A method that gives a nearly correct atomization energy ought to describe the molecule nearly correctly too. By that measure MP2, CCSD(T) and phaseless AFQMC would be of similar quality for singlet boron nitride, with errors of 157, 128 and −174 meV. CCSD, a far more elaborate method than MP2, would be much worse than it. The energy of the molecule itself shows that this ranking is misleading.

Errors in the atomization energy of neutral singlet BN, without zero-point energy, relative to full CI (FCI) in the same 6-31G basis, with frozen cores and an RHF determinant for the molecule. The B–N distance is 1.26 Å, from a PBE0/def2-TZVP geometry. Calculated with afq 1 (own AFQMC program) and Ansatz 0.2.0.

| level | this level less the reference (FCI, same basis) (meV) | statistical noise, one standard error (meV) |
| --- | --- | --- |
| HF | -4883.0 | 0.000 |
| MP2 | 157.0 | 0.000 |
| CCSD | -615.0 | 0.000 |
| CCSD(T) | 128.0 | 0.000 |
| ph-AFQMC/CISD | -174.0 | 23.000 |
| released AFQMC | -16.0 | 26.000 |

A positive error means that the molecule is bound too strongly. The reference is full CI, which is exact within the chosen basis, so the errors measure only how each method treats the correlation between electrons. The reference value of 3.465 eV is a yardstick for methods and no prediction of a measurement: the basis is small, and the true ground state of BN is a triplet lying slightly below this singlet.

The atomization energy is the energy of the free atoms less that of the molecule. Its error is therefore the error of the atoms less the error of the molecule. For MP2 the total energies put the molecule 571 meV above full CI, while the atomization energy is 157 meV too large. The atoms must then lie 571 + 157 = 728 meV too high. The small error of MP2 is what remains when two large ones cancel; the output after this text gives the same split for every row.

The cancellation has a chemical background. MP2 recovers about 92% of the correlation energy in the molecule, but only 65% in the atoms. Second-order theory adds up the response of each electron pair separately, with the gap between filled and empty orbitals in the denominator. A small gap inflates this response, which may be part of the reason why MP2 captures so much more in the molecule, though these runs do not test it. The two shares happen to make the absolute errors similar.

For CCSD, CCSD(T) and AFQMC the atoms serve as a control. Their atomic errors are at most about 20 meV, so the failure arises almost wholly in the bonded molecule. The natural occupations of the full-CI state show what is special there. A single closed-shell determinant would have orbitals holding either two electrons or none, but here one orbital holds 1.67 electrons and another 0.32. Neither belongs to a degenerate pair, as π orbitals would, so both are σ orbitals.

BN has eight valence electrons, and they leave empty a σ orbital that lies close above the filled ones. A second configuration, with an electron pair moved up into this orbital, therefore mixes strongly with the first. The isoelectronic molecule C₂ is known for the same difficulty. In N₂ two more electrons fill the corresponding orbital, and the closed-shell picture is much sounder.

The restricted Hartree–Fock determinant leaves out this mixing along with all other correlation. It places the molecule 1.4 eV above its separated atoms, so that at this level BN is not bound at all. The correlation energy it neglects is about 7.0 eV in the molecule and 2.1 eV in the atoms. Forming bonds pairs electrons of opposite spin in the same region, where they must avoid each other, whereas the nitrogen atom keeps its three p electrons apart with parallel spins. The determinant is also unstable towards an unrestricted one, a first warning that closed shells are a poor starting point.

CCSD can move the electron pair into the upper σ orbital, yet it still leaves the molecule about 0.63 eV too high. Part of this error is the ordinary effect of triple excitations, which CCSD misses in any multiple bond. Another part, probably a large one here, comes from the second configuration. It distributes charge differently, and the other electrons should adapt to it. Moving one further electron on top of the moved pair makes three moved electrons, counted from the first determinant. CCSD includes such a triple excitation only as a product of simpler ones, so the adaptation specific to the second configuration is lost. That configuration comes out too high in energy and receives too little weight.

The amplitudes support this reading. The largest amplitude for moving a pair is 0.29 in CCSD, and it grows to 0.40 when the triples are solved together with the rest in CCSDT. The occupations suggest that this amplitude belongs to the σ pair. Once the other electrons may adapt, the second configuration becomes more favourable and gains weight, which in turn changes the adaptation. Such feedback needs an iterative solution.

CCSD(T) replaces it by a single estimate based on the CCSD amplitudes. This step lowers the molecule by 756 meV, whereas going from CCSD to the full CCSDT lowers it by only 605 meV. Underbinding turns into overbinding. CCSD amplitudes that are too large are an unlikely cause, since the largest one for a pair is too small; the overshoot points to the perturbative step itself.

A model of two configurations shows why such a step tends to go too far. Let their energies differ by Δ and let V be the coupling between them. Second-order theory lowers the energy by V²/Δ, while the exact lowering is √(Δ²/4 + V²) − Δ/2. For a wide gap the two agree. At Δ = V perturbation theory gives V, but the exact result is only about 0.6 V, and as the gap closes the perturbative value grows without bound while the exact one approaches V.

The triples correction is more intricate than this formula, so the model makes the direction of the error plausible and says nothing about its size. The common feature is a fixed energy denominator, in the triples correction one made of orbital energies, which does not adjust when the correction becomes large. The next rung shows the same behaviour. Perturbative quadruples lower the molecule by 59 meV, where the iterative treatment gives 22 meV. They carry the energy from 29 meV above full CI to 29 meV below it, a change of sign without any gain in accuracy.

Phaseless AFQMC fails in another way. It represents the state by many random walkers and uses a trial wavefunction to keep their phases under control. This constraint would be harmless if the trial were exact; otherwise it shifts the energy, and longer sampling does not remove the shift. The error of −174 meV is more than seven times the statistical noise of 23 meV, so chance is no reasonable explanation. The noise measures how well the constrained energy is known, which is a different matter from how close that energy is to the exact one.

Letting the constraint go lowers the molecule by 160 meV and brings the atomization energy to within its noise of full CI. This points to the constraint as the main source of the error. The trial was built from the CCSD amplitudes, which give the second configuration too little weight; that this particular defect causes the bias is plausible but untested. The agreement after release also deserves some caution. At the last two release times the molecule lies 59 and 17 meV above full CI, and the energy has not yet been seen to settle.

Most of these failures could be noticed without full CI. Adding perturbative triples to CCSD raises the atomization energy by 743 meV, about 21% of the CCSD(T) value, whereas in well-behaved closed-shell molecules the share is typically a few per cent. A correction of that size is a poor candidate for perturbation theory. For AFQMC the sign is an energy that moves by much more than its noise once the constraint is released.

Agreement between two approximate methods is a weaker test than it looks. The atomization energies from MP2 and CCSD(T) differ by only 157 − 128 = 29 meV, which might pass for mutual confirmation. Their energies for the molecule differ by 571 + 122 = 693 meV. Comparing the molecule and the atoms separately exposes the disagreement that the atomization energy conceals.

Output of the analysis:

```
Energies in meV:
             row  atomization energy  molecule above full CI  atoms above full CI
              HF               -1418                    6963                 2080
             MP2                3622                   571.3                728.3
            CCSD                2850                   634.5                19.55
         CCSD(T)                3593                  -121.6                 6.43
   ph-AFQMC/CISD                3291                   176.7                 2.71
  released AFQMC                3449                   17.11                 1.11
Correlation energy recovered by MP2 in the molecule (percent): 91.8
Correlation energy recovered by MP2 in the atoms (percent): 64.98
Rise of the atomization energy from CCSD to CCSD(T) (meV): 743
This rise as share of the CCSD(T) atomization energy (percent): 20.68
Lowering of the molecule by perturbative triples (meV): 756.1
Lowering of the molecule from CCSD to CCSDT (meV): 605
Perturbative over iterated triples (ratio): 1.25
Lowering of the molecule by perturbative quadruples (meV): 58.81
Lowering of the molecule from CCSDT to CCSDTQ (meV): 21.69
Perturbative over iterated quadruples (ratio): 2.711
CCSDT molecule above full CI (meV): 29.45
CCSDT(Q) molecule above full CI (meV): -29.36
CCSDTQ molecule above full CI (meV): 7.76
Phaseless error in standard errors: 7.565
Released error in standard errors: 0.6154
Fall of the molecular energy from phaseless to last release (meV): 159.6
Molecule above full CI at release time 0.24 (meV): 111.1
Molecule above full CI at release time 0.5 (meV): 148.9
Molecule above full CI at release time 1.0 (meV): 59.4
```
